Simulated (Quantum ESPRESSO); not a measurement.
# Raman strain calibration of zinc-blende GaN: zone-centre optical modes under uniaxial [001] strain in LDA

A flat acoustic pulse crossing a wide plate of cubic GaN along [001] strains the crystal along its path while the material has no time to move sideways. We want to read that strain from a Raman line, with laser pulses timed to the acoustic one. Our brief is a working range of ±0.5 % strain, a stress along the path of at most 2 GPa in either sense, and a strain error of at most 0.1 % when a line position is read to 0.3 cm⁻¹. The calculation supplies the shift of each transverse optical mode against the unstrained crystal, for strain along z with the x and y edges held. The choice to be made is which reading to use: the singlet, the doublet or the splitting between them.

## Systems and settings

One crystal, GaN (zinc-blende) (from the Materials Project, whose computed structures hold known and hypothetical phases; not the structure at ambient conditions), relaxed once; z is the cube axis [001]. The cell was stretched along z with the other edges held. Forces on the atoms are under 0.01 eV/Å in every row. Program: Quantum ESPRESSO 7.5, plane waves, LDA, PseudoDojo norm-conserving potentials, scalar-relativistic, no spin-orbit coupling, no spin; linear response. Plane-wave runs: cutoff 1252 eV; k meshes with a least product of divisions and cell-vector length from 37 to 38 Å; fixed occupations. The tabled runs alone: cutoff 1252 eV, k length 38 Å, k mesh 12×12×12.

Notes on method and selection:

- Harmonic values at the static lattice; measured values carry thermal expansion and anharmonic shifts at their temperature.
- For a cubic two-atom crystal the shifts follow the phonon deformation potentials p and q: singlet Δω = [p·ε_zz + q·(ε_xx + ε_yy)]/(2ω₀), doublet Δω = [p·ε_xx + q·(ε_yy + ε_zz)]/(2ω₀).
- In a polar crystal the macroscopic field, left out here, lifts whichever component is longitudinal for the scattering geometry, at rest by 180.2 cm⁻¹.
- Runs that did not converge, have known faults or may not be shown are not listed, and runs on Ansatz's PAW sets soft_1 and soft_2 are kept to separate tables.

Columns:

- uniaxial strain (%): strain along z, the x and y edges held; tension positive.
- stress (GPa): stress along z, tension positive.
- singlet mode (cm⁻¹): zone-centre optical mode, singlet, polarised along z; no LO-TO term, no sum rule.
- doublet mode (cm⁻¹): zone-centre optical mode, doublet, polarised in the x-y plane; no LO-TO term, no sum rule.
- splitting (cm⁻¹): singlet minus doublet.

## Results

| member | uniaxial strain (%) | stress (GPa) | singlet mode (cm⁻¹) | doublet mode (cm⁻¹) | splitting (cm⁻¹) |
| --- | --- | --- | --- | --- | --- |
| −1.0 % | −1.0 | −2.96 | 559.96 | 563.42 | −3.46 |
| −0.5 % | −0.5 | −1.49 | 556.97 | 558.65 | −1.68 |
| +0.0 % | 0.0 | −0.03 | 553.93 | 553.93 | 0.00 |
| +0.5 % | 0.5 | 1.41 | 550.80 | 549.24 | 1.56 |
| +1.0 % | 1.0 | 2.84 | 547.60 | 544.59 | 3.01 |

Least-squares fits to the whole series, with x = uniaxial strain (%); R² and errors in the fitted variable (y, or ln y where the fit is in ln y):

| y | members | fit | R² | rms residual | leave-one-out rms | the same for the mean of the others |
| --- | --- | --- | --- | --- | --- | --- |
| singlet mode (cm⁻¹) | 5 | y = 553.85 − 6.1780 x | 1.00 | 0.061 | 0.13 | 5.5 |
| doublet mode (cm⁻¹) | 5 | y = 553.966 − 9.41400 x | 1.00 | 0.032 | 0.068 | 8.3 |

## What drives the series

Both modes soften as the crystal is stretched and stiffen as it is compressed. The fitted slopes are −6.18 cm⁻¹ per % for the singlet, polarised along the strain, and −9.41 cm⁻¹ per % for the doublet, polarised across it. The splitting, singlet minus doublet, therefore grows by about 9.41 − 6.18 = 3.23 cm⁻¹ per % and is positive in tension.

The common part of the shift is the larger one. Averaged over the three modes it is −(6.18 + 2 × 9.41)/3 = −8.33 cm⁻¹ per %. Stretching along z lengthens all four bonds of an atom equally, by about a third of the strain, and longer bonds have weaker restoring forces.

The splitting can be understood from the tilt of the bonds towards z. If the only springs lay along the bonds, the force constant for motion along an axis would vary as the squared direction cosine of the bonds on that axis. For a small strain $\varepsilon$ this changes by the fraction $+4\varepsilon/3$ along z and $-2\varepsilon/3$ along x or y. Frequencies change by half as much, so the splitting would be $\omega_0\varepsilon$, or 553.93 × 0.01 = 5.54 cm⁻¹ per %. The sign is right and the size too large. Resistance to bond bending would reduce it, and long-range Coulomb forces may also contribute.

In terms of the phonon deformation potentials, with $\varepsilon_{xx}=\varepsilon_{yy}=0$, the singlet slope gives $p/\omega_0^2$ = 2 × (−6.18) × 100 / 553.93 = −2.23, and the doublet slope gives $q/\omega_0^2$ = 2 × (−9.41) × 100 / 553.93 = −3.40.

## Exceptions

Largest departures from the fit to the whole series:

| member | singlet mode (cm⁻¹) | fit | computed − fit | in rms residuals |
| --- | --- | --- | --- | --- |
| +0.0 % | 553.93 | 553.85 | +0.08 | 1.3 |
| +1.0 % | 547.60 | 547.67 | −0.07 | 1.2 |
| −1.0 % | 559.96 | 560.03 | −0.07 | 1.1 |
| +0.5 % | 550.80 | 550.76 | +0.04 | 0.6 |

The departures from the straight lines are small and follow a smooth curvature. For the singlet, the unstrained row lies 0.08 cm⁻¹ above the fit and the two end rows 0.07 cm⁻¹ below it. Its drop per half per cent grows steadily from 2.99 cm⁻¹ at the compressed end to 3.20 cm⁻¹ at the stretched end, while that of the doublet shrinks from 4.77 to 4.65 cm⁻¹. The two curvatures add in the splitting, which is 3.46 cm⁻¹ in size at −1.0 % but 3.01 cm⁻¹ at +1.0 %.

We trust all five rows for shifts. Reading the strain from the singlet's position on the fitted line, with the fitted intercept kept, costs at most 0.08/6.18 = 0.013 % at these rows; for shifts counted from the unstrained row, the same slope misses the end rows by about twice as much. The stress of −0.03 GPa in the unstrained row is a small remainder of the relaxation, equivalent to about 0.01 % strain.

## Selection

The stress limit removes the rows at −1.0 % (−2.96 GPa) and +1.0 % (2.84 GPa). The rows at ±0.5 % remain, at −1.49 and 1.41 GPa, together with the unstrained one. Between −0.5 % and +0.5 % the slopes $s$ are:

- doublet: 549.24 − 558.65 = −9.41 cm⁻¹ per %
- singlet: 550.80 − 556.97 = −6.17 cm⁻¹ per %
- splitting: 1.56 + 1.68 = 3.24 cm⁻¹ per %

Provided the line of the unstrained crystal has been located much more closely beforehand, a reading error $\delta\omega$ becomes a strain error $\delta\varepsilon=\delta\omega/|s|$. With $\delta\omega$ = 0.3 cm⁻¹ this is 0.3/9.41 = 0.032 % for the doublet and 0.3/6.17 = 0.049 % for the singlet. The splitting needs two independent readings, whose errors combine to √2 (about 1.41) times that of one, so its error is 1.41 × 0.3 / 3.24 = 0.13 %, which fails the brief. The stress along z changes by 1.41 + 1.49 = 2.90 GPa per %, so the doublet error corresponds to 0.032 × 2.90 = 0.09 GPa.

An error in the calculated slope matters most at the end of the range. At 0.5 % strain the doublet tolerates a slope error of (0.1 − 0.032)/0.5 = 14 %, the singlet (0.1 − 0.049)/0.5 = 10 %. If we assume that the LDA slopes are good to roughly 10 %, the doublet keeps some margin and the singlet almost none. We pick the doublet, with the singlet as runner-up.

Both transverse lines can be reached by backscattering from a (110) side face. Crossed polarisations along [001] and [1−10] select the doublet component along [1−10]; parallel polarisations along [1−10] select the singlet. The focus must lie deep enough that sideways relaxation from the free face has not arrived.

Heating could overturn the pick, because it softens both lines and looks like tension. A drift of 0.1 × 9.41 − 0.3 = 0.64 cm⁻¹ uses up the doublet's whole allowance. The splitting largely cancels such a drift, and would be the better reading if each line could be located to 0.1 cm⁻¹, giving 1.41 × 0.1 / 3.24 = 0.044 %.

## Conclusions

Between −1 % and +1 % strain along [001], with the other edges held, both transverse modes shift almost linearly, and the doublet responds about 1.5 times as strongly as the singlet. The shifts per GPa that follow from the table belong to this clamped state and do not apply to a bar free to contract sideways.

One omitted effect exceeds the whole spread of the table: the macroscopic field raises a longitudinal mode by 180.2 cm⁻¹ at rest. Backscattering from the (001) face sees the z-polarised mode as longitudinal, so that line needs a calibration that includes the change of the field term with strain.
